## How stiff is cubic boron nitride?

The bulk modulus B of a crystal is the pressure needed per unit of fractional volume loss. The table lists it for seven crystals of the zincblende structure, computed with the PBE functional, and leaves the entries of an eighth, cubic boron nitride, open. Can the missing modulus be worked out from the other seven, and how far should the answer be trusted?

Ansatz 0.2.0, all-electron LAPW, PBE, scalar-relativistic; basis error 0.25 to 1 meV/atom, Gaussian nuclei, smearing 0.01 to 0.05 eV, k points times cell length 30 to 50 angstrom; no spin; pressures at four or five volumes within 6 % of the given cell, shape and positions held. Rows: space group F-43m, sites 4:-43m 4:-43m. B0: Birch-Murnaghan fit.

| crystal | space group | measured volume (COD) (Å³/atom) | V0, LAPW (Å³/atom) | error of V0, LAPW (%) | B0, LAPW (GPa) | dB/dP, LAPW |
| --- | --- | --- | --- | --- | --- | --- |
| BN | 216 | ? | ? | ? | ? | ? |
| SiC | 216 | 10.27 | 10.50 | 2.2 | 212 | 3.9 |
| BP | 216 | 11.68 | 11.76 | 0.7 | 162 | 3.8 |
| BAs | 216 | 13.63 | 13.90 | 2.0 | 131 | 4.1 |
| GaP | 216 | 20.24 | 20.86 | 3.1 | 76.8 | 4.5 |
| ZnS | 216 | 19.78 | 20.17 | 1.9 | 69.4 | 4.4 |
| GaAs | 216 | 22.59 | 23.71 | 5.0 | 60.5 | 4.7 |
| ZnSe | 216 | 22.76 | 23.56 | 3.5 | 56.6 | 4.5 |

V0 is the volume per atom at which the computed pressure vanishes, and B0 is the modulus at that volume. The last column, dB/dP, is written B′ below and tells how fast the crystal stiffens under pressure. B0 falls broadly as the volume grows, but not strictly. ZnS is smaller than GaP and yet softer, and the same holds, by a small margin in V0, for ZnSe beside GaAs. The kind of bond must therefore count as well as its length.

### Short bonds and polar bonds

A modulus is an energy per volume, and in these crystals the relevant energy sits in the bonds. The covalent part of the gap between bonding and antibonding states scales roughly as d^(−2.5), where d is the bond length. The bond charge fills a region of length d and nearly constant cross-section. Dividing one by the other gives B ∝ d^(−3.5), and since the volume per atom V grows as d³, B ∝ V^(−7/6). This is a semi-empirical argument and not a derivation from the PBE energy.

Polarity is often expected to soften a bond of given length. When one atom holds the electrons more tightly than its neighbour, charge leaves the middle of the bond, where it should resist compression best. The two zinc compounds fit this picture: once bond length is allowed for, they lie about 15 % below the III-V crystals. SiC does not fit it. It lies 19 % above them, although by electronegativity its bond is more polar than that of BP or BAs. The SiC figure is slightly exaggerated, because its listed measured cell is about 1 % smaller than the accepted one.

Ionic crystals of the rocksalt structure follow another rule. Their cohesion comes mainly from the attraction between ions, so doubling the ionic charges, as from an alkali halide to an alkaline-earth oxide, makes them stiffer. In the zincblende crystals of the table the formal charges fall from 4 in SiC to 3 in the III-V and 2 in the II-VI compounds, and the stiffness at a given bond length falls in the same order. The formal charge thus sorts these crystals better than polarity does. It remains a label and not a proven cause, since the bonds are far from fully ionic.

### At which volume?

Before the law can be used, a distortion in the data has to be removed. Every B0 belongs to the volume that PBE prefers, and PBE makes these crystals too large by unequal amounts: 0.7 % for BP, 5.0 % for GaAs. The measured cells already contain thermal and zero-point expansion, which the calculation lacks, so the functional's own excess is somewhat larger still.

Such an error matters because a single crystal softens quickly when stretched. By the definitions of B and B′, each 1 % of extra volume lowers the modulus by about B′ %, which here means about 4 to 5 %. The law for the series would give little more than 1 %. The difference is plausible: a stretched crystal keeps its ion cores and merely pulls them apart, whereas along the series the cores grow with the bonds.

The correction is B(V) = B0 × (V0/V)^B′, with V set to the measured volume. It lifts GaAs from 60.5 to 76 GPa and ZnS from 69.4 to 76 GPa, so that the apparent lead of ZnS disappears. Anyone who takes a PBE modulus into a stress calculation can use the same rule. The volume error times B′ is roughly the percentage by which the modulus is too low for the measured cell: about 3 % for BP, but about 20 % for GaAs.

The correction also puts the bond law in order. If B ∝ V^(−7/6) holds, the product B × V^(7/6) should be the same for all crystals of one kind. Among the four known III-V crystals it varies by 18 % at the PBE volumes and by only 4 % at the measured ones.

### The forecast

The volume comes first. Bond lengths are nearly additive: replacing P by As lengthens the bond by 0.11 Å next to boron and by 0.10 Å next to gallium. With rough covalent radii of 0.70 Å for N, 1.1 Å for P and 1.2 Å for As, the bonds of BP and BAs lead to 1.57 and 1.58 Å for BN. In zincblende V = 8d³/(3√3), which gives **V0 = 6.0 ± 0.4 Å³/atom**. The two other boron compounds suggest that this is **1.4 ± 1.5 %** above the measured volume.

For B′ there is only an empirical guide, a straight line in volume through the seven known crystals. It gives **B′ = 3.6 ± 0.3**, the lowest of the set or nearly so.

The modulus can now be estimated starting from BP alone.

1. At its measured volume BP has B = 162 × (11.76/11.68)^3.8 ≈ 166 GPa.
2. The measured volume of BN should be near 6.025/1.0135 ≈ 5.94 Å³/atom. The bond law then gives 166 × (11.68/5.94)^(7/6) ≈ 366 GPa.
3. At the PBE volume of BN this drops to 366 × (1/1.0135)^3.6 ≈ 348 GPa, with unrounded values carried through the steps.

Taking the constant of the law from all four known III-V crystals, BP among them, gives practically the same result. The forecast is **B0 = 350 ± 40 GPa**, which would make BN the stiffest crystal of the set. The margin combines the doubts about the volume, about the PBE expansion and about the law, which is stretched here to half the smallest III-V volume it was tried on. BN is also more polar than BP, which could lower its modulus, and the formal charge, 3 in both, misses that.

A more direct route leads elsewhere. A free power law in volume with a term for the formal charge, fitted to B0 of all seven known crystals at their PBE volumes, reproduces them with an rms error of about 2 % and gives 410 GPa for BN. I set it aside because its steeper exponent, 1.38 instead of 7/6, absorbs the larger overexpansion of GaP and GaAs. Between BP and GaAs, for instance, the exponent is 1.40 at the PBE volumes but 1.19 at the measured ones. Carried down to a small, hard crystal, that steepness should give too high a modulus.

### The computed values

The withheld rows as computed:

| crystal | space group | measured volume (COD) (Å³/atom) | V0, LAPW (Å³/atom) | error of V0, LAPW (%) | B0, LAPW (GPa) | dB/dP, LAPW |
| --- | --- | --- | --- | --- | --- | --- |
| BN | 216 | 5.905 | 5.953 | 0.8 | 372 | 3.7 |

All four values fall within their margins, and BN is indeed the stiffest. The volume was forecast about 1 % too large. B′ is the lowest in the table, though it lies only 0.1 below that of BP, too little to give the order any weight.

The modulus was forecast 22 GPa too low, or 6 % of the computed 372 GPa. Part of this miss comes from the volumes. PBE expands BN by 0.8 %, less than the average of the two other boron compounds, so the forecast softened the crystal too much. With the computed V0 and B′ and the measured volume of BN put in, the bond law gives 359 GPa.

The remaining 13 GPa belong to the law itself. They amount to about 4 %, roughly twice the largest deviation among the four crystals that set its constant, and the table offers no way to assign them a cause. They do run against the warning about polarity: BN lies slightly above the III-V law, not below it. Either its extra polarity matters little for the modulus, or something else makes up for it. SiC, polar and yet stiff, had already given that hint.

The free power law misses by 38 GPa in the other direction, or 10 %, although it described the known crystals closely. That is what its borrowed steepness would produce, but a single new crystal can't prove the reason. The printed output that follows gives both fits and the main steps of the forecast.

Output of the analysis:

```
fit of Bp_1 on 7 rows: constant 3.224 +/- 0.12, coefficient of Vin 0.05892 +/- 0.0066; rms 0.0769, worst BP 0.117, leave-one-out rms 0.114
  rows outside the fit (model, value, miss): BN 3.579, 3.7, -0.121
fit of log(B0_1) on 7 rows: constant 8.594 +/- 0.097, coefficient of log(Vin) -1.376 +/- 0.039, coefficient of polar -0.1076 +/- 0.019; rms 0.0176, worst GaP -0.0337, leave-one-out rms 0.0325
  rows outside the fit (model, value, miss): BN 6.016, 5.919, 0.0972
bond length of BP at its PBE volume (angstrom): 1.969
bond length of BAs at its PBE volume (angstrom): 2.082
bond lengthening from BP to BAs (angstrom): 0.1129
bond lengthening from GaP to GaAs (angstrom): 0.104
forecast bond length of BN (angstrom): 1.576
forecast V0 of BN (angstrom^3/atom): 6.025
forecast volume error of BN (%): 1.35
B of GaAs moved to its measured volume (GPa): 75.95
B of ZnS moved to its measured volume (GPa): 75.63
spread of B V^(7/6) in known III-V, PBE volumes (%): 18.16
spread of B V^(7/6) in known III-V, measured volumes (%): 3.677
II-VI pair against the III-V constant (%): -14.93
SiC against the III-V constant (%): 19.25
forecast B0 of BN from the 7/6 law (GPa): 349.6
estimated error of that B0 before rounding up (GPa): 37.3
rival B0 of BN from the free power law (GPa): 410
computed V0 of BN (angstrom^3/atom): 5.953
computed volume error of BN (%): 0.8
computed B0 of BN (GPa): 372
forecast less computed B0 of BN (GPa): -22.39
B0 of BN from the 7/6 law with its true volumes and B' put in (GPa): 358.8
```
